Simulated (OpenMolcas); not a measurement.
Exact exchange and the vertical energy of the triplet above the singlet of GaSiH3F2

GaSiH3F2 has 7 atoms, charge 0, and is taken as a singlet. As SMILES, `[F][Ga]([F])[SiH3]`. The coordinates come from a PBE0-D4/def2-TZVP relaxation.

The vertical energy of the triplet above the singlet y, in eV, basis 6-31G(d); a is the functional's share of exact exchange. Programs: OpenMolcas 26.06.

| functional | program | a | y (eV) |
| --- | --- | --- | --- |
| BLYP | OpenMolcas | 0 | 5.10 |
| r2SCAN | OpenMolcas | 0 | 5.10 |
| B3LYP | OpenMolcas | 0.2 | 5.34 |
| PBE0 | OpenMolcas | 0.25 | ? |
| BHLYP | OpenMolcas | 0.5 | 5.58 |

Problem. Fit y = c + s·a to the known rows and predict PBE0.

Solution. 
1. Means of the 4 rows: a = 0.1750, y = 5.280.
2. Σ(Δa)² = 0.1675, Σ(Δa·Δy) = 0.162, so the slope is 0.162/0.1675 = 0.96716.
3. Intercept: 5.280 − (0.96716) × 0.1750 = 5.111. The largest residual of the fit is 0.036.
4. PBE0: 5.111 + (0.96716) × 0.25 = 5.35 eV.

The run gave 5.30 eV, so the prediction is off by +0.05 eV, about the largest residual.

The singlet lies well below the triplet with every functional, as expected for three-coordinate Ga(III) with all its valence electrons in bonds and lone pairs. The triplet must break up one of these pairs. The likeliest excitation moves an electron from the Ga–Si σ bond, softer and higher in energy than the strongly polar Ga–F bonds, into an orbital with much of gallium's empty 4p character.

The gap broadly widens with exact exchange, probably because semilocal exchange makes this redistribution of charge too cheap. The share of exact exchange isn't the whole story, though: PBE0 gives 5.30 eV, below B3LYP's 5.34 eV, despite its larger share. The rest of the functional therefore matters on the scale of the prediction error, even though BLYP and r2SCAN agree at 5.10 eV. The slope is thus an empirical sensitivity across mixed functionals, not a pure exchange effect. Nor does the vertical gap give the energy of the relaxed triplet, in which the Ga–Si bond could lengthen considerably.
